Notebook: the 4p orbital as valence shell and as core shell

Question. Four valence rows, Ga to Se, are covered. How deep and how large is their 4p orbital, judged from Br, Kr and the elements one period down? The calculations are non-relativistic Hartree-Fock averages over the configuration.

Neutral atoms of the 4p block (Ga to Kr) and the 5p block (In to Xe), computed with B-spline radial code 1 using non-relativistic Hartree-Fock at the basis-set limit. The atoms are spherical, with a point nucleus and energies averaged over the configuration.

```
species   Z      configuration  ε(4p) (eV)  <r>(4p) (bohr)  <1/r>(4p) (1/bohr)
     Ga  31  [Ar] 3d10 4s2 4p1           ?               ?                   ?
     Ge  32  [Ar] 3d10 4s2 4p2           ?               ?                   ?
     As  33  [Ar] 3d10 4s2 4p3           ?               ?                   ?
     Se  34  [Ar] 3d10 4s2 4p4           ?               ?                   ?
     Br  35  [Ar] 3d10 4s2 4p5    -12.4379          2.1116             0.61684
     Kr  36  [Ar] 3d10 4s2 4p6    -14.2638          1.9516             0.66922
     In  49  [Kr] 4d10 5s2 5p1    -95.4362         0.93985              1.4297
     Sn  50  [Kr] 4d10 5s2 5p2    -108.126         0.90219              1.4913
     Sb  51  [Kr] 4d10 5s2 5p3    -121.260         0.86734              1.5534
     Te  52  [Kr] 4d10 5s2 5p4    -134.861         0.83512              1.6157
      I  53  [Kr] 4d10 5s2 5p5    -148.938         0.80527              1.6781
     Xe  54  [Kr] 4d10 5s2 5p6    -163.495         0.77702              1.7415
```

Here ε(4p) is the orbital energy, <r>(4p) the mean distance of a 4p electron from the nucleus and <1/r>(4p) the mean inverse distance. Every column describes 4p, which is the valence shell in Br and Kr and a filled core shell under 4d, 5s and 5p in In to Xe. The jump from Kr to In skips twelve elements, so the six lower rows cannot be extrapolated back to Ga. They do show how screening works.

Effective charge from size and from energy

A hydrogen-like 4p electron around a charge Z* has, in atomic units,

ε = −Z*²/32,   <r> = 23/Z*,   <1/r> = Z*/16

Inverting each relation gives three charges, which would agree in a pure Coulomb field. For Kr they are 4.10 from ε, 11.79 from <r> and 10.71 from <1/r>. For Xe they are 13.87, 29.60 and 27.86. In all eight visible rows the charge from energy is less than half of either charge from size.

A simpler system explains part of this: a hydrogen-like ion inside a hollow, uniformly charged sphere. A shell of charge −1 at radius a exerts no force inside itself and adds the constant potential energy +1/a. The orbital keeps its shape and its energy rises. A 5p electron plays this part for 4p, since in Sb the same calculation gives a mean radius of 2.95 bohr for 5p against 0.867 for 4p. The size columns bear this out: from In to I the charge from <r> grows by 1.02 per element, about the whole added proton, while the charge from ε grows by only 0.68 to 0.64.

The analogy fails where shells overlap or move, and an energy budget from Sb to I shows by how much. To first order each proton lowers ε by <1/r>, which averages 44.0 eV per element over Sb, Te and I (trapezoid rule). The level deepens by only 13.8 eV. Treating all 5s and 5p electrons as hollow spheres, each adding its own <1/r>, raises the potential by 19.3 eV per element; this overstates their repulsion, because they penetrate 4p and exchange lowers it. About 11 eV or more is left. I attribute it to the contraction, under the added proton, of the shells that overlap 4p, the 4p shell itself included; the mean radius of the ten 4d electrons shrinks by about a tenth from Sb to I. The contraction is computed, while its share of the 11 eV is only argued.

One irregularity is convention and not physics. The steps of <1/r> run 0.0616, 0.0621, 0.0623, 0.0624 and then 0.0634 at I→Xe. While 5p is open the energy fixes how it mixes with 4p; once it closes, the two can be mixed at no cost in energy, and the code's choice changes. Kr, where 4p closes over 3p, is open to the same convention.

What a valence step looks like

In the valence shell the new electron shares the region of the others. At Br the added proton pulls with 0.6168 hartree × 27.21 = 16.8 eV. The added electron repels with the configuration-average pair energy F0 − (2/25)F2, where F0 and F2 are the Slater repulsion integrals of the shell; the run gives 11.68 − 0.48 = 11.2 eV. With frozen orbitals the level would deepen by 5.6 eV. The actual Br→Kr step is 1.826 eV, and contraction of all shells is again the argued remainder. A step is thus a modest difference of large terms, and its constancy has to be read off, not derived. In the 5p row of the same calculations the frozen step grows from 2.8 eV at In to 4.1 eV at Te as the shell shrinks, but the remainder grows with it, and the actual steps of In to Xe stay between 1.379 and 1.472 eV. The pair energy enters ε as (q − 1) times a smooth quantity, q being the number of p electrons, so nothing singles out q = 3.

Size follows from the tail. Far out the orbital falls roughly as exp(−κr) with κ = √(2|ε|), and most of a valence orbital lies in its outer lobe. If |ε| grows almost linearly with q, then κ, and with it 1/<r>, grows like a square root, fast at first and slower later. F0(5p,5p), an inverse size, behaves so: its steps fall from 0.972 eV at In→Sn to 0.685 eV at I→Xe. The product F0·<r> is 24.6 to 24.7 eV bohr for Br, Kr and the 5p shells of Sb and I, a spread of 0.24%, so F0 can stand for 1/<r>.

The forecast

Ga to Kr and In to Xe both fill p over d10 s2, so I take the 5p row as a template t(q): −ε(5p) for the energy, F0(5p,5p) for 1/<r> and <1/r>. Two maps carry it to the 4p quantity y(q), each with two constants fixed exactly by the pairs Br/I and Kr/Xe:

map A:  y(q) = y(5) + b·[t(q) − t(5)]
map B:  y(q) = [ρ(5) + (q − 5)·(ρ(6) − ρ(5))]·t(q),   ρ = y/t

The forecast is their mean. The bar is half their spread plus 3% of the distance from Br, a judged allowance for a slope taken from one step that ends in a closed shell; it has no statistical meaning.

Worked for −ε of Ga, which is not in the fit. The template values are 5.3684 eV (In) and 10.971 eV (I).

A:  b = 1.826/1.472 = 1.240;   12.438 − 1.240 × (10.971 − 5.368) = 5.490 eV
B:  ρ = 1.1337 − 4 × (1.1463 − 1.1337) = 1.0833;   1.0833 × 5.3684 = 5.816 eV
mean 5.653 eV;   bar 0.163 + 0.03 × (12.438 − 5.653) = 0.37 eV

The forecasts are these.

ε (eV): Ga −5.65 ± 0.37, Ge −7.32 ± 0.25, As −8.98 ± 0.15, Se −10.68 ± 0.07
<r> (bohr): 3.41 ± 0.14, 2.90 ± 0.06, 2.56 ± 0.03, 2.308 ± 0.009
<1/r> (1/bohr): 0.375 ± 0.018, 0.444 ± 0.011, 0.506 ± 0.006, 0.563 ± 0.003

In words: all three are monotonic; ε is nearly linear in q with steps of 1.5–1.9 eV; the steps of 1/<r> are largest at Ga→Ge and shrink afterwards; there is no kink at half-filled As; each 4p lies deeper than the 5p below it, least so for Ga. A simpler alternative, a hydrogenic charge linear in Z through Br and Kr, should make Ga too small and too deeply bound. Run from I and Xe back to In, it gives 6.01 eV for 5p against the computed 5.37.

The computed rows

The withheld rows as computed:

```
species   Z      configuration  ε(4p) (eV)  <r>(4p) (bohr)  <1/r>(4p) (1/bohr)
     Ga  31  [Ar] 3d10 4s2 4p1    -5.67356          3.4243             0.37213
     Ge  32  [Ar] 3d10 4s2 4p2    -7.32879          2.9039             0.44153
     As  33  [Ar] 3d10 4s2 4p3    -8.98346          2.5611             0.50357
     Se  34  [Ar] 3d10 4s2 4p4    -10.6806          2.3089             0.56153
```

All twelve values lie inside their bars. The forecast energies are too shallow by 0.021, 0.012, 0.005 and 0.001 eV from Ga to Se, and the radii too small by 0.012, 0.006, 0.002 and 0.001 bohr, at most 0.4% of the computed values. The forecasts of <1/r> are too high by 0.0030, 0.0028, 0.0021 and 0.0010 per bohr. These misses keep one sign per column and exceed the last digit of the table, so they are not rounding.

The closeness owes much to cancellation. At Ga map A gives 5.490 and map B 5.816 eV against 5.674. Map A assumed that 4p steps are 1.24 times the 5p steps throughout, but the factor falls to 1.19 at Ga→Ge. Map B assumed a linear ratio, but the ratio bends down to 1.057 at Ga in place of 1.083. No argument here puts the truth near the midpoint, so the bars, though never half used, are the fair measure of what was known.

Of the three columns, <1/r> uses the largest share of its bar, up to 0.42 at Se. F0 and <r> weight the outer lobe, whereas <1/r> also weights the inner lobes, and the product <r><1/r> drifts from 1.274 at Ga to 1.306 at Kr; but a smooth drift is largely absorbed by the two constants of each map. The main cause is the mixing convention at Kr, which acts on the inner lobes. The steps of <1/r> are 0.0694, 0.0620, 0.0580, 0.0553 and 0.0524, whose last drop (0.0029) is no smaller than the one before (0.0027), while the drops in the steps of 1/<r> shrink steadily. Mixing two full shells keeps the sum of their <1/r> fixed, so the choice that lifts the inner partner at Xe lowers the outer one, which in Kr is 4p. A low Kr value flattens the slope and pushes all four forecasts up. Raising Kr by 0.0010, the size of the jump at Xe, lowers them by 0.0037, 0.0028, 0.0019 and 0.0010, which is nearly the whole miss.

The qualitative forecasts hold. The energy steps are 1.655, 1.655, 1.697, 1.757 and 1.826 eV, and those of 1/<r> fall from 0.0523 to 0.0388 per bohr. The smooth passage through As is built into the averaging and tests nothing. Real atoms have the Hund's-rule kink: the averaged total-energy difference lies 0.94 eV below the measured ionisation energy at Sb and 0.05 eV below at Te, with term energies, spin-orbit coupling and correlation all missing.

The linear hydrogenic charge fails as forecast, binding Ga 12.5% too deeply and making it 8.2% too small relative to the computed row. The charge from <r> climbs by 1.20 at Ga→Ge and by 0.89 at Br→Kr. A gain above one proton is no screened charge in any literal sense; n = 4 is only a label for an orbital that penetrates the core. The tail argument does better but is rough. From Ga to Kr, κ grows by 4.10/2.58 = 1.59 and 1/<r> by 11.79/6.72 = 1.75. For another p shell filling over d10 s2 at this level of theory, the guess is near-equal energy steps, larger for a smaller shell, and a contraction strongest at the first step.

These ε are not ionisation energies. For Br and Kr, −ε exceeds the total-energy difference by 0.87 and 1.00 eV through relaxation of the ion, and the measured value listed with the runs by 0.62 and 0.26 eV. The spin-orbit splitting estimated as 3ζ/2, with ζ the spin-orbit constant of 4p (a first-order value from non-relativistic orbitals, which runs low), is 0.54 eV for Kr and 9.44 eV for I, so a single core level is a poor guide to spectra; near Xe the single-hole picture of 4p ionisation is itself known to fail.
